# Margin comments on two-dimensional subband occupancy

The result annotated here is the sheet density of electrons in subband $j$ of a quantised inversion or accumulation layer,

$$N_j=\frac{g_v m_d\,kT}{\pi\hbar^2}\,\ln\!\left[1+e^{(E_F-E_j)/kT}\right].$$

Conventions: $z$ is normal to the interface, $\mathbf k=(k_x,k_y)$ lies in the plane, $E_j$ is the bottom of subband $j=0,1,\dots$, $g_v$ counts equivalent valleys, $e>0$, $\eta_j=(E_F-E_j)/kT$. Densities are in cm$^{-2}$ and energies in meV.

## 1. Beside "assume an effective mass": the premises

- **P1.** Electrons near a band minimum obey an envelope equation with kinetic energy $\tfrac{\hbar^2}{2}\sum_{ab}w_{ab}k_ak_b$, where the inverse-mass tensor $w$ is constant in energy and position.
- **P2.** The potential $V(z)$ is local and depends on $z$ only. It may be self-consistent.
- **P3.** The envelope vanishes at the barrier and deep in the channel.
- **P4.** Nothing acts on spin, and the $g_v$ valleys are equivalent and uncoupled.
- **P5.** The layer is wide compared with the in-plane wavelength.
- **P6.** All states are in equilibrium with one reservoir at $E_F$ and $T$.

## 2. Beside "the equation separates": it does, even for a tilted valley

By P2 the in-plane momentum is conserved, so $\psi=e^{i\mathbf k\cdot\mathbf r}\chi(z)$. Write $\hat k_z=-i\,d/dz$ and $q=(w_{xz}k_x+w_{yz}k_y)/w_{zz}$. Completing the square in $\hat k_z$ gives

$$\sum_{ab}w_{ab}k_ak_b=w_{zz}(\hat k_z+q)^2+\sum_{a,b\in\{x,y\}}\tilde w_{ab}k_ak_b,\qquad \tilde w_{ab}=w_{ab}-\frac{w_{az}w_{bz}}{w_{zz}} .$$

The substitution $\chi=e^{-iqz}\zeta(z)$ removes $q$, because $(\hat k_z+q)e^{-iqz}\zeta=e^{-iqz}\hat k_z\zeta$. A phase factor leaves the condition $\chi=0$ of P3 untouched. What remains is

$$-\frac{\hbar^2}{2m_z}\zeta_j''+V\zeta_j=E_j\zeta_j,\qquad m_z=\frac1{w_{zz}},\qquad E_j(\mathbf k)=E_j+\frac{\hbar^2}{2}\sum\tilde w_{ab}k_ak_b .$$

The $z$ equation contains no $\mathbf k$. This is why every subband of a valley is a rigid copy of one paraboloid. The construction is that of Stern and Howard (1967).

## 3. Beside "$m_d=\sqrt{m_xm_y}$": which masses are meant

Rotate the plane to the principal axes of $\tilde w$ and call its eigenvalues $1/m_x$ and $1/m_y$. These masses belong to $\tilde w$ and not to the $2\times2$ block of $w$. Eliminating the third row and column of $w$ shows $\det w=w_{zz}\det\tilde w$, and $\det w=1/(m_1m_2m_3)$ in terms of the bulk principal masses. Hence

$$m_d=\sqrt{m_xm_y}=(\det\tilde w)^{-1/2}=\sqrt{\frac{m_1m_2m_3}{m_z}} .$$

When $z$ is a principal axis, $m_z=m_3$ and $m_d=\sqrt{m_1m_2}$. For a uniaxial valley whose axis makes an angle $\theta$ with $z$, $1/m_z=\cos^2\theta/m_\parallel+\sin^2\theta/m_\perp$ and $m_d=m_\perp\sqrt{m_\parallel/m_z}$. A $c$-plane wurtzite channel has $m_d=m_\perp$, and a nonpolar one has $m_d=\sqrt{m_\perp m_\parallel}$. Valleys of different orientation have different $m_z$, so they form separate ladders, each with its own $g_v$, $m_d$ and $E_j$.

## 4. Beside "the density of states is constant": the count

Periodic boundary conditions on a rectangle of area $A=L_xL_y$ allow $k_a=2\pi n_a/L_a$, one point per area $(2\pi)^2/A$ of the $\mathbf k$ plane. The states with in-plane kinetic energy below $t$ fill the ellipse $\hbar^2k_x^2/2m_x+\hbar^2k_y^2/2m_y<t$, whose semi-axes are $\sqrt{2m_xt}/\hbar$ and $\sqrt{2m_yt}/\hbar$ and whose area is $2\pi m_dt/\hbar^2$. With two spin states and $g_v$ valleys (P4), the number per unit area is

$$\mathcal N(t)=2g_v\,\frac{2\pi m_dt/\hbar^2}{(2\pi)^2}=\frac{g_vm_d}{\pi\hbar^2}\,t .$$

Differentiating,

$$D_j(E)=D_0\,\Theta(E-E_j),\qquad D_0=\frac{g_vm_d}{\pi\hbar^2}.$$

The step function is part of the result: the density is constant above $E_j$ and zero below, and the total is a staircase. The constancy is a cancellation, since area and energy both grow as $k^2$. The spin factor 2 has already cancelled a 2 in the denominator, and one spin species has $g_vm_d/2\pi\hbar^2$.

## 5. Beside "$\sum_{\mathbf k}\to\int$": what an edge costs

For a strip of width $W$ with hard walls, $k_y=n\pi/W$ with $n\ge1$, and the states per length and per spin inside a circle of radius $k$ number $\frac1\pi\sum_n\sqrt{k^2-(n\pi/W)^2}$. The trapezoidal rule says that a sum from $n=1$ is the integral from $0$ minus half the $n=0$ term, apart from an oscillating piece from the upper end:

$$\frac1\pi\left[\frac{W}{\pi}\frac{\pi k^2}{4}-\frac k2\right]=\frac{Wk^2}{4\pi}\left(1-\frac{2}{kW}\right).$$

P5 therefore means $k_FW\gg2$, where the isotropic count of note 4 gives $k_F=\sqrt{2\pi N_j/g_v}$.

## 6. Beside "multiply by the Fermi function": the integral

Under P2 and P6 each spin-orbital is an independent level that is empty or singly filled. Its grand partition function is $1+e^{-(E-E_F)/kT}$ and its mean filling is $f=[e^{(E-E_F)/kT}+1]^{-1}$. No degeneracy factor of the kind used for donors appears, because an extended state pays no on-site charging energy for holding both spins. With $x=(E-E_j)/kT$,

$$N_j=D_0kT\int_0^\infty\frac{dx}{e^{x-\eta_j}+1}.$$

Multiply numerator and denominator by $e^{\eta_j-x}$. The integrand becomes $e^{\eta_j-x}/(1+e^{\eta_j-x})=-\frac{d}{dx}\ln(1+e^{\eta_j-x})$. The logarithm vanishes at the upper limit, so

$$\boxed{N_j=N_c\ln\!\left(1+e^{\eta_j}\right),\qquad N_c=D_0kT=\frac{g_vm_dkT}{\pi\hbar^2}}$$

This is the Fermi–Dirac integral of order zero. It inverts in closed form: $\eta_j=\ln(e^{N_j/N_c}-1)$.

## 7. Beside "the two limits": how fast they are reached

For $\eta_j<0$, $\ln(1+e^{\eta})=e^{\eta}-\tfrac12e^{2\eta}+\dots$, so the Boltzmann form $N_ce^{\eta_j}$ is too high by the fraction $\tfrac12e^{\eta_j}$ to leading order. For $\eta_j>0$ factor out $e^\eta$:

$$N_j=D_0(E_F-E_j)+N_c\ln(1+e^{-\eta_j}).$$

The identity is exact, and the correction to the $T=0$ value is exponentially small. No term in $T^2$ exists, because the Sommerfeld terms are proportional to derivatives of the density of states at $E_F$, and these vanish for a constant. At $E_F=E_j$ the occupancy is $N_c\ln2$.

The derivative is $\partial N_j/\partial E_F=D_0f(E_j)$ at fixed $E_j$, so an occupied subband contributes $e^2D_0$ to the quantum capacitance per area. The measured gate capacitance also contains the motion of $E_j$ with charge.

## 8. Beside "$N_s=\sum_jN_j$": solving for $E_F$

A gate fixes the total $N_s$ rather than $E_F$. For equal $D_0$, exponentiating the sum gives $\prod_j(1+e^{\eta_j})=e^{u}$ with $u=N_s/N_c$. The left side rises monotonically with $E_F$, so the root is unique. For two subbands with $\Delta=E_1-E_0$, $X=e^{\eta_0}$ and $r=e^{-\Delta/kT}$, the condition $(1+X)(1+rX)=e^u$ has the positive root

$$X=\frac{-(1+r)+\sqrt{(1+r)^2+4r(e^u-1)}}{2r}.$$

At $T=0$ the second subband stays empty until $N_s=D_0\Delta$, and beyond that

$$E_F-E_0=\tfrac12\left(\frac{N_s}{D_0}+\Delta\right),\qquad N_{0}=\tfrac12\left(N_s+D_0\Delta\right),\qquad N_{1}=\tfrac12\left(N_s-D_0\Delta\right).$$

$N_1$ is half a difference of two large numbers near onset, so small changes of $D_0$ or $\Delta$ are magnified in it. The $E_j$ themselves depend on the $N_j$ through the charge density $\sum_jN_j|\zeta_j(z)|^2$ in Poisson's equation. The occupancy formula is one of the equations of that loop, and it does not supply $\Delta$.

## 9. Beside "and the bulk result?": the three-dimensional limit

For an isotropic mass in a wide box of width $L$, $E_j=\hbar^2k_z^2/2m$ with spacing $\pi/L$ in $k_z$. Replace $\sum_j$ by $(L/\pi)\int_0^\infty dk_z$ and set $s^2=\hbar^2k_z^2/2mkT$, with $\eta$ counted from the band edge. Integration by parts gives $\int_0^\infty\ln(1+e^{\eta-s^2})\,ds=\int_0^\infty 2s^2\,ds/(e^{s^2-\eta}+1)=\tfrac{\sqrt\pi}{2}\mathcal F_{1/2}(\eta)$, where $\mathcal F_{1/2}(\eta)=\frac{2}{\sqrt\pi}\int_0^\infty\frac{\sqrt y\,dy}{e^{y-\eta}+1}$. Then

$$\frac{N_s}{L}=\frac{g_vmkT}{\pi\hbar^2}\,\frac{\sqrt{2mkT}}{\pi\hbar}\,\frac{\sqrt\pi}{2}\mathcal F_{1/2}=2g_v\left(\frac{mkT}{2\pi\hbar^2}\right)^{3/2}\mathcal F_{1/2}(\eta),$$

which is the bulk density with its factor 2 for spin. This confirms the prefactor.

## 10. Range of validity: what each premise hides

**Nonparabolicity (P1).** Couple the conduction edge at $0$ to a valence edge at $-E_g$ by a matrix element $Pk$. The $2\times2$ determinant gives $E(E+E_g)=P^2k^2$, that is $E(1+\alpha E)=\hbar^2k^2/2m\equiv\tau$ with $\alpha=1/E_g$, so $E\approx\tau-\alpha\tau^2$. This two-band estimate omits the free-electron term and remote bands. Put $\tau=\tau_z+t$ and take the expectation value in $\zeta_j$ to first order. The energy above the subband bottom is $\varepsilon=t(1-\gamma_j)-\alpha t^2$ with $\gamma_j=2\alpha\langle\tau_z\rangle_j$. The count of note 4 is still $D_0t$, so in the degenerate limit

$$N_j\approx D_0\,\varepsilon_j\,(1+\gamma_j+\alpha\varepsilon_j),\qquad\varepsilon_j=E_F-E_j .$$

Confinement alone makes the in-plane mass heavier, by a different amount in each subband.

**Barrier penetration (P1, P3).** If $m$ depends on $z$, the term $\hbar^2k^2/2m(z)$ enters the $z$ equation and separation fails. To first order $1/m_{d,j}=\langle1/m(z)\rangle_j$.

**Spin splitting (P4).** Wurtzite lacks inversion symmetry, and the two spin branches are $E_j+\hbar^2k^2/2m\pm\lambda k$ (Rashba form). At energy $\varepsilon>0$ above $E_j$ the radii are $k_\pm=\sqrt{k_R^2+2m\varepsilon/\hbar^2}\mp k_R$ with $k_R=m\lambda/\hbar^2$. The count is $(k_+^2+k_-^2)/4\pi=D_0(\varepsilon+2E_R)$ with $E_R=m\lambda^2/2\hbar^2$. The summed density of states above $E_j$ is still $D_0$, and the total shifts by $2E_R$, not by the splitting $2\lambda k_F$.

**Disorder (P2).** Integrating $N_j=\int D_jf\,dE$ by parts gives $N_j=D_0\langle(\varepsilon_j-x)_+\rangle$, the ramp $\max(\varepsilon_j-x,0)$ averaged over the weight $-\partial f/\partial E$ at $E-E_F=-x$, whose standard deviation is $\pi kT/\sqrt3$. A spread of the subband edge acts the same way with another weight. For a Gaussian of width $\sigma$ at $T=0$, $N_j=D_0[\varepsilon_j\Phi(\varepsilon_j/\sigma)+\sigma\varphi(\varepsilon_j/\sigma)]$, where $\varphi$ is the standard normal density and $\Phi$ its integral. Far above the edge the ramp is linear and a symmetric weight changes nothing. A Lorentzian weight cannot be used here: it leaves a tail $D\propto1/|E-E_j|$ whose integral diverges logarithmically.

**Exchange and correlation (P2).** For a strictly two-dimensional gas with $g_v=1$ and interaction $e^2/2\kappa\epsilon_0q$, the exchange shift at the Fermi circle is $-\frac{e^2}{2\kappa\epsilon_0}\int_{k'<k_F}\frac{d^2k'}{(2\pi)^2|\mathbf k-\mathbf k'|}$. In polar coordinates about the point on the rim the chord is $2k_F\cos\phi$ for $|\phi|<\pi/2$, the integral of $1/|\mathbf k-\mathbf k'|$ is $4k_F$, and

$$\mu_x=-\frac{e^2}{4\pi\kappa\epsilon_0}\,\frac{2k_F}{\pi}.$$

The finite thickness of the layer weakens the interaction at every $q$, so this bounds the intra-subband exchange from above in size. The formula for $N_j$ keeps its form if exchange and correlation enter as a local potential in $V(z)$, as in a Kohn–Sham scheme, and then the $E_j$ must include them. Since $\mu_x\propto\sqrt N$, it adds $\mu_x/2N$ to $d\mu/dN=1/D_0$.

**Magnetic field and bias (P4, P6).** A perpendicular field gathers the states into Landau levels spaced by $\hbar eB/m_d$, and the constant $D_0$ survives only as an average. In a biased diffusive channel $E_F$ becomes the local quasi-Fermi level. At the barrier top of a ballistic channel the half-planes $k_x>0$ and $k_x<0$ each hold $D_0/2$, since $E(\mathbf k)=E(-\mathbf k)$, and are filled by different contacts: $N_j=\tfrac12N_c[\ln(1+e^{\eta_j})+\ln(1+e^{\eta_j-eV_D/kT})]$.

## 11. Illustration: a GaN channel at 4 K

Assumed inputs: one conduction valley at $\Gamma$, $g_v=1$; an isotropic band-edge mass $m=0.2\,m_0$ that is taken to include any polaron dressing; $N_s=1.0\times10^{13}$ cm$^{-2}$; $\Delta=100$ meV at this bias, with higher subbands empty. The spacing is chosen so that the second subband is weakly filled at this density, as is typical of $c$-plane GaN channels, so the mere occupation of that subband is an input. Compiled measured values: $\kappa=10.4$ along $c$ at 300 K (Ioffe Institute), $E_g=3.44$ eV at 300 K (Wing 2021), spin-orbit splitting $0.014$ eV (Vurgaftman 2001). The first two are used unchanged at 4 K, and only for the size of corrections.

The scales are $D_0=8.355\times10^{13}$ cm$^{-2}$eV$^{-1}$, $kT=0.3447$ meV, $N_c=2.880\times10^{10}$ cm$^{-2}$ and $e^2D_0=13.4$ µF/cm$^2$. Then $u=347$ and $N_s/D_0=119.7$ meV, which exceeds $\Delta$. Note 8 gives $E_F-E_0=109.8$ meV and $E_F-E_1=9.8$ meV, so $\eta_1=28.6$ and

$$N_0=9.18\times10^{12}\ \text{cm}^{-2},\qquad N_1=0.82\times10^{12}\ \text{cm}^{-2}.$$

The thermal term of note 7 is $N_ce^{-\eta_1}$ with $e^{-\eta_1}=4\times10^{-13}$, so 4 K is zero temperature for this bias. The Fermi wave numbers are $0.759$ and $0.227$ nm$^{-1}$.

Temperature matters only within about a meV of an onset, and there disorder competes. The thermal width $\pi kT/\sqrt3$ is $0.63$ meV, while an assumed quantum lifetime $\tau_q=0.3$ ps gives $\hbar/2\tau_q=1.1$ meV. The table lists $N_1$ in $10^{10}$ cm$^{-2}$, the last column for an assumed $\sigma=1$ meV.

| $E_F-E_1$ (meV) | sharp edge, $T=0$ | sharp edge, 4 K | Gaussian edge, $T=0$ |
|---|---|---|---|
| $-1$ | 0 | 0.15 | 0.70 |
| $0$ | 0 | 2.00 | 3.33 |
| $+1$ | 8.35 | 8.51 | 9.05 |

With such disorder the logarithm does not describe the shape of the onset at 4 K.

Nonparabolicity needs $\langle\tau_z\rangle_0$. With depletion charge neglected, Gauss's law gives the field $F(z)=e\,s(z)/\kappa\epsilon_0$, where $s(z)$ is the electron density beyond $z$. Its mean over the electrons is $\frac{e}{\kappa\epsilon_0N_s}\int_0^{N_s}s\,ds=eN_s/2\kappa\epsilon_0=0.870$ MV/cm. In a triangular well $V=eFz$ the envelope is an Airy function, and the levels are $a_j(\hbar^2e^2F^2/2m)^{1/3}$ with $-a_j$ the zeros of Ai and $a_0=2.338$. The energy scale is $113$ meV and $E_0=264$ meV. The virial relation $2\langle\tau_z\rangle=\langle zV'\rangle=\langle V\rangle$ gives $\langle\tau_z\rangle_0=E_0/3=88$ meV. The triangle serves for the ground state only. Its spacing of $198$ meV is no estimate of $\Delta$, because the upper state extends into the region where the first subband has screened the field.

The spin-orbit splitting is negligible beside the gap, so one valence edge suffices and $\alpha=0.29$ eV$^{-1}$. Then $\gamma_0=5.1\,\%$ and $\alpha\varepsilon_0=3.2\,\%$, together $8.3\,\%$ of $N_0$ or $0.76\times10^{12}$ cm$^{-2}$ at fixed $E_F-E_0$. This rivals $N_1$. Solving again at fixed $N_s$ and $\Delta$, with $\gamma_1=\gamma_0$ for simplicity, gives $E_F-E_1=5.4$ meV and $N_1=0.5\times10^{12}$ cm$^{-2}$.

The other terms are as follows. A typical $\lambda=6$ meV Å splits the lower subband by $0.9$ meV at $k_F$, more than $kT$, yet $E_R$ is only $0.47$ µeV, so the spin factor 2 is safe for the count. The strictly two-dimensional exchange shift at density $N_0$ is $-67$ meV, far larger than $E_F-E_1$, so $\Delta$ has to be read as the spacing with exchange and correlation included. The same term would lower $d\mu/dN$ of a one-subband gas by $30\,\%$, an upper estimate for exchange, so $e^2D_0$ is a mean-field value. An assumed fin width of 50 nm removes $5\,\%$ of the states in the lower subband and about $18\,\%$ in the upper at fixed Fermi wave number. The cyclotron spacing reaches $kT$ at $0.60$ T.

These numbers are the model's, since $m$, $N_s$ and $\Delta$ are assumed. Within it, about $9\times10^{12}$ cm$^{-2}$ electrons sit in the lowest subband, and the second holds between $0.5$ and $0.8\times10^{12}$ cm$^{-2}$ according to whether $0.2\,m_0$ is read as the band-edge mass or as the mass of the subbands themselves.